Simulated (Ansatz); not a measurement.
The calculation used Ansatz 0.2.0, DFT PBE, scalar-relativistic, plane waves, PAW. All cells share a 420 eV cutoff and Γ-centred k meshes spaced at most about 0.3 Å⁻¹ (about 0.25 or finer for metals, 2π included). No spin polarisation in the final relaxations.

Temperature and zero-point effects are left out.

Two relaxed structures of Te5Mo:

A. Space group P4/mmm (No. 123), tetragonal, a = 8.262 Å, c = 3.142 Å. Te on a site of symmetry m2m is surrounded by 2 Mo at 2.82 Å, 4 Te at 3.14–3.31 Å and 1 Te at 3.58 Å; Te on a site of symmetry 4/mmm has 2 Te at 3.14 Å; Mo has 8 Te at 2.82 Å and 2 Mo at 3.14 Å.

B. Space group P-6m2 (No. 187), hexagonal, a = 3.693 Å, c = 15.358 Å. Te on a site of symmetry 3m has 3 Mo at 2.76 Å; around Te on a second site of symmetry 3m lie 3 Te at 3.06 Å; Te on a site of symmetry -6m2 is surrounded by 6 Te at 3.06 Å and 6 Te at 3.69 Å; Mo has 6 Te at 2.76 Å.

Question: Which would you expect to be lower, and how large is the difference?

Answer: B is lower, by 279 meV/atom. A has space group P4/mmm (No. 123), 35.7 Å³/atom and no gap on its mesh; B has space group P-6m2 (No. 187), 30.2 Å³/atom and no gap. Counting Te atoms around Mo (those within 1.25 times the shortest such distance or 1.15 times the sum of covalent radii), A has Mo 8 and B has Mo 6. Even the lower one lies +0.04 eV/atom against the reference forms of the elements (uncorrected), so neither is stable at this level. Both come from invented guesses.

No dispersion correction is applied, so the spacing and binding between layers, chains or molecules are poorly described (P4/mmm, P-6m2), and this can change margins and order among such cells. Spin–orbit coupling, which can matter for Te, is left out. Cells relaxed within their symmetry can be saddle points.

The preference for B probably comes from how each structure accommodates molybdenum. B contains the trigonal-prismatic MoTe2 layer familiar from the ditelluride, where Mo(IV) can place its two d electrons in a largely nonbonding, dz2-like band. A instead spreads the bonding over eight longer Mo–Te contacts, and its Mo–Mo distance of 3.14 Å indicates at most weak metal–metal bonding along the column.

The remaining tellurium is poorly served in both. Its Te–Te contacts of 3.06 Å in B and 3.14 Å in the straight chains of A are well beyond a normal single bond, suggesting delocalised, electron-rich p bonding. Elemental tellurium avoids such even spacing by a Peierls-type distortion into short and long contacts, which opens a gap. The missing gap in B therefore probably originates in the inserted tellurium slab rather than in the MoTe2 layer. The ranking supports B only over A; separation into MoTe2 and tellurium is the more relevant competition, and it isn't tested here.
